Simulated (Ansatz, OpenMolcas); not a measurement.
**Exact exchange and the HOMO–LUMO gap of TiH4O4**

TiH4O4 has 9 atoms, charge 0, and is taken as a singlet. As SMILES, `O[Ti](O)(O)O`. The shape is that of a PBE0-D4/def2-TZVP optimisation. This is one conformer, not always the lowest.

The HOMO–LUMO gap y, in eV, basis def2-SVP; a is the functional's share of exact exchange. Programs: Ansatz 0.2.0, OpenMolcas 26.06.

| functional | program | a | y (eV) |
| --- | --- | --- | --- |
| TPSS | OpenMolcas | 0 | 5.22 |
| BLYP | Ansatz | 0 | 5.05 |
| B3LYP | Ansatz | 0.2 | ? |
| PBE0 | Ansatz | 0.25 | 7.72 |
| BHLYP | Ansatz | 0.5 | 10.43 |

Q: Fit y = c + s·a to the known rows and predict B3LYP.

A: 
1. Means of the 4 rows: a = 0.1875, y = 7.105.
2. Σ(Δa)² = 0.17188, Σ(Δa·Δy) = 1.8162, so the slope is 1.8162/0.17188 = 10.567.
3. Intercept: 7.105 − (10.567) × 0.1875 = 5.124. The largest residual of the fit is 0.096.
4. B3LYP: 5.124 + (10.567) × 0.2 = 7.24 eV.

The run gave 7.14 eV, so the prediction is off by +0.10 eV, about the scatter of the fit. Exact exchange lowers occupied levels and raises empty ones. The rows mix families of semi-local functionals, which the line can't see.

The gap widens from 5.05 eV in BLYP to 10.43 eV in BHLYP, and the B3LYP run falls between them as its share of exact exchange would suggest. In a d⁰ Ti(IV) hydroxide the HOMO is expected to be mainly oxygen 2p lone pair and the LUMO mainly empty Ti 3d, so the gap has ligand-to-metal charge-transfer character. Exact exchange binds the compact oxygen lone pairs more strongly, while the empty d levels gain no matching exchange stabilisation and move up. The near-linear response suggests that the orbitals themselves change little as the admixture grows. A line through BLYP and BHLYP alone would come closer to the B3LYP result, so part of the miss probably reflects the higher TPSS value at zero exchange.

The steep slope measures the sensitivity of orbital energies, not an equal shift in the optical absorption, where electron–hole attraction also enters. Nor does linearity identify the best exchange fraction, which would need a reference ionisation energy and electron affinity.
